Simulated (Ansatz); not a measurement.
**Appearance energy of a fragment ion: SiH2(CF3)(CH3) → [CF3]+ + SiH2(CH3) + e⁻**

Species: SiH2(CF3)(CH3), singlet; [CF3]+ `F[C+](F)F`, singlet; SiH2(CH3), doublet. 

Shapes, held fixed at every level: PBE0-D4/def2-TZVP. Programs: Ansatz 0.2.0. Electronic energies: no zero-point or thermal term.

```
               level                    kind  ΔE (eV)  less CCSD(T)/CBS estimate
r2SCAN-D4/def2-TZVPP                meta-GGA   +12.61                      -0.36
 B3LYP-D4/def2-TZVPP           global hybrid   +12.84                      -0.13
 BHLYP-D4/def2-TZVPP           global hybrid   +12.84                      -0.13
  wB97X-V/def2-TZVPP  range-separated hybrid   +12.89                      -0.08
        MP2/def2-SVP     perturbation theory   +12.27                      -0.70
       CCSD/def2-SVP   coupled cluster or CI   +12.34                      -0.63
     CCSD/def2-TZVPP   coupled cluster or CI   +12.66                      -0.31
CCSD(T)/CBS estimate   coupled cluster or CI   +12.97                       0.00
```

The highest level, CCSD(T)/CBS estimate, gives ΔE = +12.97 eV; the levels span +12.27 to +12.97. The column of differences is taken from that level and isn't an error. No measured value is set beside it here. Open shells run unrestricted unless RO is named. The CBS estimate extrapolates MP2 from def2-TZVPP and def2-QZVPP and adds CCSD(T) − MP2 in the triple-zeta set, cores frozen. The onset seen in experiment also holds zero-point changes and kinetic shifts.

Forming [CF3]+ costs +12.97 eV at the highest level because the Si–C bond must be broken and an electron removed. Fluorine draws σ density from the carbon, but its lone pairs donate into the empty carbon p orbital and partly offset the cost. Silyl radicals generally ionise more easily than CF3, so the complementary channel, with the charge on silicon, probably lies lower.

All the other levels fall below the reference. For CCSD, the value rises from +12.34 to +12.66 eV with the larger basis, as expected when the intact molecule, with its additional electron pair, gains more correlation energy than the separated fragments. The remaining gap to the reference combines basis incompleteness and triples, so it can't be assigned to either alone. B3LYP and BHLYP agree despite very different shares of exact exchange, so that share alone doesn't order the functionals. Whether fluorine migration to silicon pre-empts this simple cleavage remains open.
